Dear colleague,

The absorption edge and the energy per repeat unit of your polyacetylene can be modelled with a ring, a $k$ mesh or finite polyenes. The first two are the same calculation at very different prices, and the number of carbons in the ring, $4n$ or $4n+2$, fixes the sign of the error. All numbers below belong to a model that I can solve exactly.

**The folding theorem.** Let $\mathbf a_j$ be primitive vectors with $\mathbf a_i\cdot\mathbf b_j=2\pi\delta_{ij}$, and let $\mathbf A_i=\sum_j l_{ij}\mathbf a_j$ with an integer matrix $l$. I write $N=|\det l|$ for the number of primitive cells and keep L for the zone point. A large-unit-cell calculation diagonalises, at supercell wave vector zero,

$$H_{\mu\mathbf R,\nu\mathbf R'}=\sum_{\mathbf A}H_{\mu\nu}(\mathbf R'-\mathbf R+\mathbf A),$$

where $\mathbf R,\mathbf R'$ run over the $N$ cells and $\mathbf A$ over the superlattice. Its states repeat under every $\mathbf A$, so a primitive Bloch wave fits only if $e^{i\mathbf k\cdot\mathbf A}=1$. With $\mathbf k=\sum_j\kappa_j\mathbf b_j$ this means that $l\kappa$ is an integer vector. These $\mathbf k$ form the supercell's reciprocal lattice, whose cell is $N$ times smaller than the Brillouin zone, so exactly $N$ of them are inequivalent. The set is closed under addition modulo reciprocal vectors. Hence $S(\mathbf R)=\sum_{\mathbf k}e^{i\mathbf k\cdot\mathbf R}$ obeys $e^{i\mathbf k'\cdot\mathbf R}S=S$ for each member $\mathbf k'$. For a lattice vector outside the superlattice some $\mathbf k'$ has a phase different from 1, and $S=0$. On the superlattice every term is 1, and $S=N$. The Bloch sums $N^{-1/2}\sum_{\mathbf R}e^{i\mathbf k\cdot\mathbf R}|\mu\mathbf R\rangle$ are therefore orthonormal and split $H$ into the $N$ primitive blocks $H(\mathbf k)$. In an NDO scheme this holds for the Fock matrix as long as the self-consistent density and the rule for cutting off long-range integrals keep the primitive translations.

The error formula follows. For a periodic $f(\mathbf k)=\sum_{\mathbf R}f_{\mathbf R}e^{i\mathbf k\cdot\mathbf R}$ the mesh average is $\sum_{\mathbf A}f_{\mathbf A}$ and the zone average is $f_{\mathbf 0}$. The error is $\sum_{\mathbf A\ne0}f_{\mathbf A}$.

For fcc silicon, with $\mathbf a_1=\frac a2(0,1,1)$ and its cyclic partners, the cube has $l$ with $-1$ on the diagonal and $+1$ elsewhere, so $N=4$. The allowed vectors are $\frac{2\pi}a$ times integer triples, taken modulo all-even and all-odd triples, which leaves $\Gamma+3\mathrm X$. For $l=2\cdot\mathbb 1$, $N=8$. The three $\mathbf b_i/2$ and $(\mathbf b_1+\mathbf b_2+\mathbf b_3)/2$ are L points and the three $(\mathbf b_i+\mathbf b_j)/2$ are X points, which gives $\Gamma+3\mathrm X+4\mathrm L$. All these phases are $\pm1$, so eight real primitive matrices replace one matrix that costs $8^3=512$ of them, a ratio of 64.

**The model and its exact answer.** I keep one $\pi$ orbital per carbon, with hoppings $-t_1$ and $-t_2$ alternating as in the Su–Schrieffer–Heeger chain at fixed geometry. Typical values are $t_1=0.456$ aJ and $t_2=0.342$ aJ. I chose them so that the gap $2(t_1-t_2)=0.228$ aJ (1.42 eV) is typical of the trans polymer, so the gap is an input and no prediction. Then $r=t_2/t_1=0.75$ and $t_1N_A=274.61$ kJ/mol. The bands are $\pm\varepsilon(\theta)$ with $\varepsilon=t_1|1+re^{i\theta}|$ and $\theta=ka$, where $a$ is now the chain repeat. With two electrons per state of the lower band, the $\pi$ energy per C$_2$H$_2$ cell is

$$e_\infty=-2\langle\varepsilon\rangle=-\frac{4t_1}{\pi}(1+r)E(m)=-\frac{4t_1}{\pi}\left[2E(r^2)-(1-r^2)K(r^2)\right].$$

Here $\langle\cdot\rangle$ is the zone average, $m=4r/(1+r)^2$, $E$ and $K$ are complete elliptic integrals written with the parameter, and the last step is Landen's transformation. With $\frac2\pi E(r^2)=0.839365$ and $\frac2\pi K(r^2)=1.216574$ one gets $\langle\varepsilon\rangle=1.146480\,t_1$ and $e_\infty=-629.67$ kJ/mol. This band energy is a reference for convergence and not an observable.

**The ring.** A ring of $2N$ carbons is the supercell $l=N$, with $\theta=2\pi j/N$. Multiplying the binomial series of $(1+re^{i\theta})^{1/2}$ and $(1+re^{-i\theta})^{1/2}$ gives $\varepsilon=t_1\sum_pc_pe^{ip\theta}$ with $c_{-p}=c_p$ and

$$c_p=\sum_{j\ge0}\binom{1/2}{j}\binom{1/2}{j+p}r^{2j+p}\;\simeq\;(-1)^{p-1}\frac{\sqrt{1-r^2}}{2\sqrt\pi}\,\frac{r^p}{p^{3/2}}.$$

The large-$p$ form uses $\binom{1/2}{p}\simeq(-1)^{p-1}/(2\sqrt\pi\,p^{3/2})$ and $\binom{1/2}{j+p}\simeq(-1)^j\binom{1/2}{p}$. The error per cell is

$$\Delta_N=-4t_1\sum_{s\ge1}c_{sN}\simeq(-1)^N\,(205.0\ \text{kJ/mol})\,r^NN^{-3/2}.$$

The decay length is $1/\ln(1/r)=3.48$ cells. At $N=20$ the leading form gives 0.00727 kJ/mol and the exact sum gives 0.00774. Even $N$ ($4n$ carbons) lies above the polymer, and odd $N$ ($4n+2$ carbons) lies below it. This is Hückel's rule read as a quadrature error, since only the $4n$ mesh contains $\theta=\pi$, where $\varepsilon$ is smallest. For the same reason $4n$ rings have the exact gap, while $4n+2$ rings have $2t_1[(1-r)^2+4r\sin^2(\pi/2N)]^{1/2}$, whose excess falls only as $N^{-2}$. At $N=9$ this is 0.357 aJ, a factor 1.56 too large. Without alternation ($r=1$) the energy also loses its exponential, and $\Delta_N\simeq2\pi t_1/3N^2$ for even $N$ and $-\pi t_1/3N^2$ for odd $N$.

**First alternative: twisted boundaries.** Take a supercell of $M$ cells and multiply the bond that closes the ring by $e^{i\phi}$, with $\phi=2\pi j/K$ and $j=0,\dots,K-1$. The phases $\theta=(2\pi p+\phi)/M$ together fill the mesh of $N=MK$, so the averaged energy has the error $\Delta_{MK}$ exactly. $K=1$ is the plain ring and $M=1$ is the primitive-cell mesh. $K=2$ is a periodic and an antiperiodic ring, both real, and I call it the pair.

**Second alternative: open chains.** A polyene of $N$ cells with strong bonds at both ends has amplitudes $\sin j\theta$ on one sublattice, and the far end demands $\sin(N+1)\theta+r\sin N\theta=0$. With $\varphi=\arg(1+re^{i\theta})$ this reads $\Phi\equiv(N+1)\theta-\varphi=p\pi$, $p=1,\dots,N$. These roots, their mirror images and the points $\theta=0,\pi$ are uniform in $\Phi$ over one period. The zero term of the Poisson sum, halved, less $[\varepsilon(0)+\varepsilon(\pi)]/2=t_1$, gives $\sum_p\varepsilon=(N+1)\langle\varepsilon\rangle-\langle\varepsilon\varphi'\rangle-t_1$. Since $\varphi'=\frac12-(1-r^2)t_1^2/2\varepsilon^2$ and $\langle t_1/\varepsilon\rangle=\frac2\pi K(r^2)$,

$$E_N=Ne_\infty+2t_1\left[1-\tfrac2\pi E(r^2)\right]+O(r^{2N}).$$

The remainder comes from the terms $e^{2is\Phi}$, whose integrands are analytic for $|\mathrm{Im}\,\theta|<\ln(1/r)$. The end energy is 88.22 kJ/mol, so $E_N/N$ errs by $88.22/N$ and needs 89 cells to come within 1 kJ/mol. The increment $E_N-E_{N-1}$ cancels the ends, and its error $I_N$ falls as $r^{2N}$.

**Work and memory.** An all-valence basis has $b=10$ orbitals per C$_2$H$_2$ cell. I count the work per SCF cycle in units of $cb^3$ real multiply-adds, the price of diagonalising one real primitive matrix with eigenvectors, with $c=4$ assumed. Dense diagonalisation scales as the cube of the dimension, and a complex matrix costs four times a real one. The twists $0$ and $\pi$ are real, and the others pair up under time reversal. The weight is thus $w=2K-1$ for odd $K$ and $w=2K-2$ for even $K$. Transforming between image cells and twists takes about $K/2$ twists times $K$ blocks times $(bM)^2$ elements times two multiply-adds, once each way. That is $2b^2N^2$, or $N^2/20$ in our unit. It adds 20 to 38 for the primitive mesh at $N=20$, so I keep it for $K\ge3$, while for $K\le2$ the phases are signs. Assembling the NDO Fock matrix scales only as the number of stored elements and is dropped. Then

$$W=wM^3+N^2/20,\qquad \text{memory}=KM^2\ \text{in units of } b^2 \text{ numbers}.$$

The ring costs $N^3$ with memory $N^2$, the pair $N^3/4$ with $N^2/2$, and the primitive mesh about $2N+N^2/20$ with $N$. The increment costs $N^3+(N-1)^3$ with memory $N^2$. The 89-cell chain costs $7.0\times10^5$, so I drop the plain average $E_N/N$.

Errors are in kJ/mol of cells, from direct summation and diagonalisation.

| $N$ | carbons | $\Delta_N$ | $W$ ring | $W$ pair | $W$ mesh |
|---|---|---|---|---|---|
| 4 | $4n$ | 11.80 | 64 | 16 | 7 |
| 6 | $4n$ | 3.18 | 216 | 54 | 12 |
| 7 | $4n+2$ | −1.67 | 343 | | 15 |
| 8 | $4n$ | 1.08 | 512 | 128 | 17 |
| 9 | $4n+2$ | −0.633 | 729 | | 21 |
| 10 | $4n$ | 0.419 | 1000 | 250 | 23 |
| 12 | $4n$ | 0.175 | 1728 | 432 | 29 |
| 13 | $4n+2$ | −0.113 | 2197 | | 33 |
| 14 | $4n$ | 0.0765 | 2744 | 686 | 36 |
| 18 | $4n$ | 0.0162 | 5832 | 1458 | 50 |
| 19 | $4n+2$ | −0.0112 | 6859 | | 55 |
| 20 | $4n$ | 0.00774 | 8000 | 2000 | 58 |
| 21 | $4n+2$ | −0.00537 | 9261 | | 63 |

| $N$ | 3 | 4 | 5 | 6 | 7 | 8 | 9 | 10 |
|---|---|---|---|---|---|---|---|---|
| $I_N$ | 1.3 | 0.42 | 0.15 | 0.061 | 0.026 | 0.011 | 0.0052 | 0.0024 |
| $W$ | 35 | 91 | 189 | 341 | 559 | 855 | 1241 | 1729 |

**Cheapest choice for a stated accuracy.** Each entry is the smallest size that meets the target, followed by its $W$.

| target | ring | pair | mesh | increment |
|---|---|---|---|---|
| 1 | $N=9$: 729 | $M=5$: 250 | $N=9$: 21 | $N=4$: 91 |
| 0.1 | $N=14$: 2744 | $M=7$: 686 | $N=14$: 36 | $N=6$: 341 |
| 0.01 | $N=20$: 8000 | $M=10$: 2000 | $N=20$: 58 | $N=9$: 1241 |

For the perfect chain the primitive mesh wins every row. At the tightest target it is 138 times cheaper than the ring for an identical number, and the memories in that row are 400, 200, 20 and 81. If your program handles only molecules, use the increment. It also beats the pair, though at the tightest target only by a factor 1.6. If you want the gap as well, take an even mesh, $N=10$ at $W=23$ in place of $N=9$.

**Best choice inside a budget.** Each entry is the error and the size that gives it.

| budget $W$ | ring | pair | increment | mesh |
|---|---|---|---|---|
| 100 | 11.80 ($N=4$) | 3.18 ($M=3$) | 0.42 ($N=4$) | $-3.3\times10^{-4}$ ($N=29$) |
| 1000 | 0.419 ($N=10$) | 0.0765 ($M=7$) | 0.011 ($N=8$) | below $10^{-15}$ ($N=122$) |
| 2000 | 0.175 ($N=12$) | 0.00774 ($M=10$) | 0.0024 ($N=10$) | smaller still |

The meshes $N=29$ and $N=122$ cost 99 and 986. The order is mesh, increment, pair, ring in every row. A memory budget of 100 units admits the ring $N=10$, the pair $M=7$ (98 units), the increment $N=10$ and the mesh $N=100$, and the order is unchanged.

**When the supercell is forced.** A dopant or a bond defect destroys the primitive translation, and $M$ must hold the disturbance. Suppose $M\ge7$, about two decay lengths. The table then gives the error of the host part. The interaction of the defect with its images depends on $M$ and on the defect, and it needs its own test. For 1 kJ/mol the pair $M=7$ (686) and the ring $N=9$ (729) cost nearly the same, and the pair is the more accurate. For 0.1 kJ/mol the pair is four times cheaper than the ring $N=14$. For 0.01 kJ/mol, $M=7$ with $K=3$ costs 1737 with memory 147 and errs by −0.00537, the best on offer within 2000. The pair $M=10$ costs 2000, a difference smaller than my counting of complex arithmetic can resolve. I would take the pair, because it is real and keeps the images further apart.

**What the model omits.** A self-consistent NDO run also has Coulomb terms between cells. The trans cell is neutral and centrosymmetric, so the leading one is quadrupole–quadrupole. For collinear moments $\Theta$ it is $6\Theta^2/4\pi\varepsilon_0R^5$ per pair, and a cutoff at $R_c=Na/2$ drops about $6\Theta^2/(4\pi\varepsilon_0\cdot4aR_c^4)$ per cell. With an assumed $\Theta=6\times10^{-40}$ C m$^2$ and a typical $a=0.25$ nm, this is $3\times10^{-4}$ kJ/mol at $N=20$, well under $\Delta_{20}$, so the three targets stand. It falls only as $N^{-4}$, however, and by $N=40$ it exceeds the band term. The smallest mesh entries are therefore the model's alone. The inputs enter mainly through $r$: at large $N$ the required size grows as $1/\ln(1/r)$ and the ring's work as the cube of that, so a weaker alternation widens the advantage of the mesh over the ring.